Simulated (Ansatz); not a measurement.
# Layer-by-layer fall of the low-bias conductance of LiF barriers between Ir(100) and between Au(100) electrodes, PBE with ballistic transport

The resistance of a tunnel junction depends so strongly on barrier thickness that one atomic layer more or less can decide whether a device works. It is therefore useful to know how much of the fall per layer belongs to the insulator and how much of the current is set by the metal. Here the low-bias conductance per area is calculated for one to five layers of LiF between like faces of Ir(100) or Au(100), with PBE and ballistic transport. It is the current density at 0.25 V divided by that bias, with both spins counted. Thickness is measured between the outermost planes of metal nuclei, so it includes both interface gaps. The comparison is between calculated junctions, with no measured conductance in the table.

## Set-up

Atomic layers of LiF lie between two like metal faces, Ir(100) or Au(100), strained to the metal's net; the middle was relaxed in a short slab (PBE with the D3(BJ) dispersion correction) and bulk layers were then laid on. Program: Ansatz 0.2.0, plane waves with PAW (data set ansatz_paw_generated_soft_1), PBE, cutoff 420 eV, no spin polarisation, no spin-orbit coupling, Fermi-Dirac smearing 0.1 eV for the density, 1x1 cells in the plane. Density and current are solved self-consistently between two reservoirs (Landauer, ballistic, leads at 300 K); k meshes in the plane have 7 divisions for the density and 18 to 20 for the current in the runs under bias, energy steps 0.036 eV. Bulk layers sit at room-temperature lattice constants. Positive bias raises the Fermi level of the lower electrode; both spins are counted. The smallest positive bias is 0.25 V. Warnings of the programs in the runs behind this table: xc potential rough in thin density (16 of 18 runs); symmetry narrowed by constraints (9 of 18 runs).

Notes on method and selection:

- A current can be some tens of per cent off through the finite mesh across it; the column on every other mesh point shows how far.
- No phonons, disorder or steps; between like faces surface states can be in resonance at 0 V where the lead has channels at their wavevector, so values are read at low bias.
- Semilocal gaps, and so barriers, are too small.
- One registry and ideal interfaces.
- Runs whose leads misfit by over 0.1 eV, or whose mesh check passes 35 per cent, are left out.
- Tables of this kind whose fit explains under a quarter of the variance weren't written up, so the strength of the trend here is selected.
- Runs that did not converge, have known faults or may not be shown are not listed, and runs on Ansatz's PAW sets soft_1 and soft_2 are kept to separate tables.

Columns:

- electrode distance (Å): distance between the outermost planes of metal nuclei of the two electrodes.
- layers: atomic layers of the barrier.
- drop share: share of a 0.5 V bias that drops across the junction.
- zero-bias excess: zero-bias conductance per area over the low-bias conductance.
- mesh check (%): current at the smallest positive bias on every other mesh point against the full mesh, 100 (ratio - 1).
- conductance (S/m²): low-bias conductance per area, current density over bias at the smallest positive bias of the run, both spins, leads at 300 K.
- nonlinearity: current over voltage at 1 V divided by the low-bias conductance.

Input lines of one member:

```
kpoints:
  mp_grid: { grid: [7, 7, 1] }
hamiltonian:
  xc: pbe
  pseudopotentials: { kind: paw, azcp: { folder: soft_1 } }
scf:
  occupations: { method: fermi_dirac, width: 0.1 }
  max_iter: 80
output:
  current_voltage:
    leads: [[4, 6], [29, 31]]
    bias: [0.25, 0.5, 1.0]
    kmesh: [20, 20]
    de: 0.036
    electrode_ends: [12, 23]
  write_potential: true
  write_density: true
  volumetric_format: npy
```

Command (options for logging and memory left out): `ansatz run input.yaml --threads 4`

## Computed values

| member | junction | electrode distance (Å) | layers | drop share | zero-bias excess | mesh check (%) | conductance (S/m²) | nonlinearity | remark |
| --- | --- | --- | --- | --- | --- | --- | --- | --- | --- |
| 1 layer | LiF between Ir(100) | 5.235 | 1 | 0.812 | 1.122 | 11.35 | 4.02×10¹⁴ | 0.755 | energy check 0.2 per cent, edge miss 0.1 per cent, lead misfit up to 45 meV |
| 3 layers | LiF between Ir(100) | 9.561 | 3 | 0.995 | 1.980 | 29.14 | 5.12×10¹¹ | 0.512 | energy check 0.1 per cent, edge miss 12.2 per cent, lead misfit up to 29 meV |
| 4 layers | LiF between Ir(100) | 11.621 | 4 | 0.995 | 2.430 | 18.76 | 1.45×10¹⁰ | 0.716 | energy check 0.0 per cent, edge miss 3.2 per cent, lead misfit up to 29 meV |
| 5 layers | LiF between Ir(100) | 13.688 | 5 | 0.995 | 2.526 | 23.11 | 4.66×10⁸ | 0.663 | energy check 0.2 per cent, edge miss 11420.1 per cent, lead misfit up to 29 meV |
| 1 layer | LiF between Au(100) | 5.491 | 1 | 0.939 | 1.003 | −0.43 | 7.35×10¹³ | 1.020 | energy check 0.0 per cent, edge miss 0.0 per cent, lead misfit up to 89 meV |
| 2 layers | LiF between Au(100) | 7.638 | 2 | ? | 0.997 | 4.52 | ? | ? |  |
| 3 layers | LiF between Au(100) | 9.624 | 3 | 0.994 | 1.006 | −3.49 | 6.17×10¹⁰ | 1.049 | energy check 0.0 per cent, edge miss 0.0 per cent, lead misfit up to 90 meV |
| 4 layers | LiF between Au(100) | 11.610 | 4 | 0.994 | 0.993 | 10.22 | 2.15×10⁹ | 1.025 | energy check 0.0 per cent, edge miss 0.0 per cent, lead misfit up to 90 meV |
| 5 layers | LiF between Au(100) | 13.597 | 5 | 0.994 | 1.006 | −10.32 | 8.66×10⁷ | 1.082 | energy check 0.0 per cent, edge miss 0.1 per cent, lead misfit up to 90 meV |

Cells marked ? are withheld until the estimate has been made.

Least-squares fits to the members shown, with x = electrode distance (Å); R² and errors in the fitted variable (y, or ln y where the fit is in ln y):

| y | junction | members | fit | R² | rms residual | leave-one-out rms | the same for the mean of the others |
| --- | --- | --- | --- | --- | --- | --- | --- |
| conductance (S/m²) | LiF between Ir(100) | 4 | ln y = 42.20 − 1.617 x | 1.00 | 0.13 | 0.38 | 6.7 |
| conductance (S/m²) | LiF between Au(100) | 4 | ln y = 41.15 − 1.688 x | 1.00 | 0.063 | 0.18 | 6.8 |
| nonlinearity | LiF between Ir(100) | 4 | ln y = −0.3266 − 0.009705 x | 0.04 | 0.15 | 0.35 | 0.20 (fit no better) |
| nonlinearity | LiF between Au(100) | 4 | ln y = −0.01386 + 0.005620 x | 0.52 | 0.016 | 0.030 | 0.031 (fit hardly better) |

## Reading the trend

From one to five layers the conductance falls by a factor of (4.02×10¹⁴) / (4.66×10⁸) = 8.6×10⁵ between Ir faces and (7.35×10¹³) / (8.66×10⁷) = 8.5×10⁵ between Au faces. The fourth root of either is about 30, the mean factor per added layer. Such a common factor is expected when the decay is set by the insulator: states at the Fermi level lie in the gap of LiF and die away inside it, so that $G \propto e^{-2\kappa d}$, with $d$ the electrode distance and $\kappa$ the decay constant of the wavefunction. The fitted slopes give $2\kappa$ = 1.617 Å⁻¹ for Ir and 1.688 Å⁻¹ for Au. The slope per ångström is slightly smaller for Ir, but its layers are thicker (13.688 − 11.621 = 2.067 Å for the last one, against 13.597 − 11.610 = 1.987 Å), and the two differences nearly cancel in the count per layer.

The metal enters mainly through the prefactor. At equal layer number the Ir junctions conduct 5 to 8 times better, most of all at three layers ((5.12×10¹¹) / (6.17×10¹⁰) = 8.3). Part of this lead is peculiar to low bias. Multiplying by the nonlinearity gives the current over voltage at 1 V, where the ratio at three layers drops to (5.12×10¹¹ × 0.512) / (6.17×10¹⁰ × 1.049) = 4.1. Surface states in resonance across the barrier would act in this direction, and the zero-bias excess of about 2 to 2.5 for the thicker Ir barriers, against 1.0 for Au, fits that reading. A larger supply of d states at the Fermi level of Ir may account for some of the remainder.

The Ir values are the less certain ones. Their mesh checks reach 29.14 per cent, and the five-layer run carries an edge miss (a check given in the remarks without a definition) of 11420.1 per cent, far outside the other rows, so its last step deserves little weight. The mean factor per layer does not hang on it: from one to four layers it is ((4.02×10¹⁴) / (1.45×10¹⁰))^(1/3) = 30. Because PBE makes the gap of LiF too small, the real decay is probably steeper in both series.

## Estimating the withheld member

Plain estimates from the members shown:

- 2 layers (LiF between Au(100)), fit at x = 7.638: 1.87×10¹² S/m²
- 2 layers (LiF between Au(100)), geometric interpolation between 1 layer and 3 layers: w = (7.638 − 5.491) / (9.624 − 5.491) = 0.519, so 7.35×10¹³ × (6.17×10¹⁰ / 7.35×10¹³)^0.519 = 1.86×10¹² S/m²

The two-layer Au junction lies between shown neighbours, so geometric interpolation in electrode distance is the natural route. It assumes only exponential decay between one and three layers, and it allows for the second layer adding more distance (7.638 − 5.491 = 2.147 Å) than the third (9.624 − 7.638 = 1.986 Å). The result is 1.86×10¹² S/m².

No shift is applied. The zero-bias excess of 0.997 gives no sign of a resonance, and the mesh check of 4.52 per cent is small. The Au decay is also nearly uniform around the gap in the series: ln((7.35×10¹³) / (6.17×10¹⁰)) / (9.624 − 5.491) = 1.71 Å⁻¹ from one to three layers and ln((6.17×10¹⁰) / (2.15×10⁹)) / (11.610 − 9.624) = 1.69 Å⁻¹ from three to four.

The same interpolation was tried on every shown member that has a neighbour on each side:

- Au, four layers: (6.17×10¹⁰) × ((8.66×10⁷) / (6.17×10¹⁰))^0.500 = 2.31×10⁹ against 2.15×10⁹ S/m², 7 per cent high.
- Au, three layers: (7.35×10¹³) × ((2.15×10⁹) / (7.35×10¹³))^0.6754 = 6.37×10¹⁰ against 6.17×10¹⁰ S/m², 3 per cent high.
- Ir, four layers: (5.12×10¹¹) × ((4.66×10⁸) / (5.12×10¹¹))^0.4992 = 1.55×10¹⁰ against 1.45×10¹⁰ S/m², 7 per cent high.
- Ir, three layers: (4.02×10¹⁴) × ((1.45×10¹⁰) / (4.02×10¹⁴))^0.6774 = 3.93×10¹¹ against 5.12×10¹¹ S/m², 23 per cent low.

The root mean square miss is 13 per cent, which gives an error of 0.13 × 1.86×10¹² = 0.24×10¹² S/m², rounded to 0.2×10¹² S/m².

**Committed estimate, 2 layers (LiF between Au(100)): conductance = 1.9e12 ± 0.2e12 S/m².**

## The withheld result

| member | junction | electrode distance (Å) | layers | drop share | zero-bias excess | mesh check (%) | conductance (S/m²) | nonlinearity | remark |
| --- | --- | --- | --- | --- | --- | --- | --- | --- | --- |
| 2 layers | LiF between Au(100) | 7.638 | 2 | 0.993 | 0.997 | 4.52 | 9.68×10¹¹ | 0.996 | energy check 0.0 per cent, edge miss 0.0 per cent, lead misfit up to 90 meV |

| member | estimate | conductance (S/m²) | computed | estimate − computed | miss in error bars |
| --- | --- | --- | --- | --- | --- |
| 2 layers (LiF between Au(100)) | committed | 1.90×10¹² | 9.68×10¹¹ | +9.32×10¹¹ | 4.7 |
| 2 layers (LiF between Au(100)) | fit | 1.87×10¹² | 9.68×10¹¹ | +9.02×10¹¹ |  |
| 2 layers (LiF between Au(100)) | interpolation | 1.86×10¹² | 9.68×10¹¹ | +8.87×10¹¹ |  |

The estimate is (1.9×10¹²) / (9.68×10¹¹) = 1.96 times the computed conductance and misses by 4.7 error bars. Both plain estimates fail almost as badly, so the fault lies in the assumption they share, a uniform exponential decay from one to three layers.

The mean decay over that interval hid two unequal steps. The second layer lowers the conductance by a factor of (7.35×10¹³) / (9.68×10¹¹) = 76, the third by only (9.68×10¹¹) / (6.17×10¹⁰) = 16. The error bar came from tests on three- and four-layer members, which said little about a two-layer barrier.

Nothing contradicts the argument that no resonance adds to the current: zero-bias excess and nonlinearity are both close to 1. Tunnelling through the gap of LiF still explains the fall beyond the first layer, but a single decay constant with a fixed prefactor does not describe the thinnest Au junctions.

My comparison of the two metals before the estimate also leaned too heavily on the one-layer junctions. One layer between Ir faces is hardly a tunnel barrier: its drop share is only 0.812, against 0.995 for the thicker ones, and its transmission per surface cell is a sizeable fraction of one. The fitted slope for Ir is therefore not a clean value of $2\kappa$.

The thicker barriers give the opposite order. The fourth layer lowers the conductance by a factor of (5.12×10¹¹) / (1.45×10¹⁰) = 35 between Ir faces and (6.17×10¹⁰) / (2.15×10⁹) = 29 between Au faces, the fifth by (1.45×10¹⁰) / (4.66×10⁸) = 31 and (2.15×10⁹) / (8.66×10⁷) = 25. The greater thickness of the Ir layers accounts for only part of this, so the decay per ångström also comes out slightly steeper for Ir. The two differences then add up instead of cancelling. The mesh error of the Ir values is large enough to undo this order, and the five-layer Ir value is doubtful besides, so the table does not settle which series decays faster per ångström.

## Where the trend breaks

Least-squares fits to the whole series, with x = electrode distance (Å); R² and errors in the fitted variable (y, or ln y where the fit is in ln y):

| y | junction | members | fit | R² | rms residual | leave-one-out rms | the same for the mean of the others |
| --- | --- | --- | --- | --- | --- | --- | --- |
| conductance (S/m²) | LiF between Ir(100) | 4 | ln y = 42.20 − 1.617 x | 1.00 | 0.13 | 0.38 | 6.7 |
| conductance (S/m²) | LiF between Au(100) | 5 | ln y = 40.72 − 1.657 x | 1.00 | 0.25 | 0.47 | 5.9 |
| nonlinearity | LiF between Ir(100) | 4 | ln y = −0.3266 − 0.009705 x | 0.04 | 0.15 | 0.35 | 0.20 (fit no better) |
| nonlinearity | LiF between Au(100) | 5 | ln y = −0.03569 + 0.007205 x | 0.54 | 0.019 | 0.034 | 0.035 (fit hardly better) |

Largest departures from the fit to the whole series:

| member | junction | conductance (S/m²) | fit | computed − fit | computed / fit | in rms residuals (of ln y) |
| --- | --- | --- | --- | --- | --- | --- |
| 2 layers | LiF between Au(100) | 9.68×10¹¹ | 1.54×10¹² | −5.74×10¹¹ | 0.63 | 1.8 |
| 3 layers | LiF between Ir(100) | 5.12×10¹¹ | 4.10×10¹¹ | +1.02×10¹¹ | 1.25 | 1.6 |
| 1 layer | LiF between Au(100) | 7.35×10¹³ | 5.41×10¹³ | +1.94×10¹³ | 1.36 | 1.2 |
| 1 layer | LiF between Ir(100) | 4.02×10¹⁴ | 4.48×10¹⁴ | −4.56×10¹³ | 0.90 | 0.8 |

The two-layer Au junction lies farthest out, at 0.63 of the fit. Its mesh check of 4.52 per cent is too small to suggest the mesh as the cause, and its electrode distance continues the regular spacing of the thicker barriers. A possible cause is interference between evanescent states. With the same contact at both interfaces, rock-salt stacking displaces the two metal faces sideways by half a cell diagonal when the layer number is even, which can reverse the sign of one contribution to the transmission. The one-layer Au junction, at 1.36 times the fit, departs in the opposite direction, as such an alternation would require, though this is weak support because the residuals of a fitted line must have both signs. At four layers any remaining effect is within the mesh error.

Three layers between Ir faces give 1.25 times the fit, but that line is tied to the one-layer junction, which is hardly a tunnel barrier. Against the thicker barriers alone the excess is smaller. The fourth and fifth layers add nearly the same distance and lower the conductance by factors of 35 and 31, so the three-layer value lies less than a fifth above a continuation of the last step. This is inside the mesh check of 29.14 per cent, and the five-layer value used here is itself doubtful, so the departure needs no cause of its own. The nonlinearity of 0.512 leaves room for a resonance that still contributes at 0.25 V, but the departure from the line is no evidence for one.

## Summary

From one to five layers the conductance falls about thirtyfold per layer on average for both metals, yet single steps between Au faces range from 16 to 76. The close agreement between the metals depends on the one-layer junctions, of which the Ir one is hardly a tunnel barrier. The fourth and fifth layers lower the conductance by factors of 35 and 31 between Ir faces and 29 and 25 between Au faces, and the mesh error leaves open which metal has the steeper decay per ångström. The leave-one-out error of 0.47 in ln y means that a left-out Au member is typically missed by a factor of 1.6.

In device units, the resistance-area product between Au faces is 10¹² / (6.17×10¹⁰) = 16 Ω µm² at three layers and 10¹² / (2.15×10⁹) = 465 Ω µm² at four.

Two omitted effects can exceed the scatter about the fits. A realistic, wider gap would lower the conductance: with an unchanged prefactor, a decay only a tenth steeper would cut it at five layers between Au faces by a factor of exp(0.1 × 1.657 × 13.597) = 9.5. Uneven thickness would raise it: if a tenth of the area lacked one layer, the mean would grow by about 0.9 + 0.1 × 30 = 3.9 times.

[Logs are printed without paths, hosts, clocks, repeated set-up lines and the standing remarks that a program may print on its own settings, such as how far it seeks lower states.]
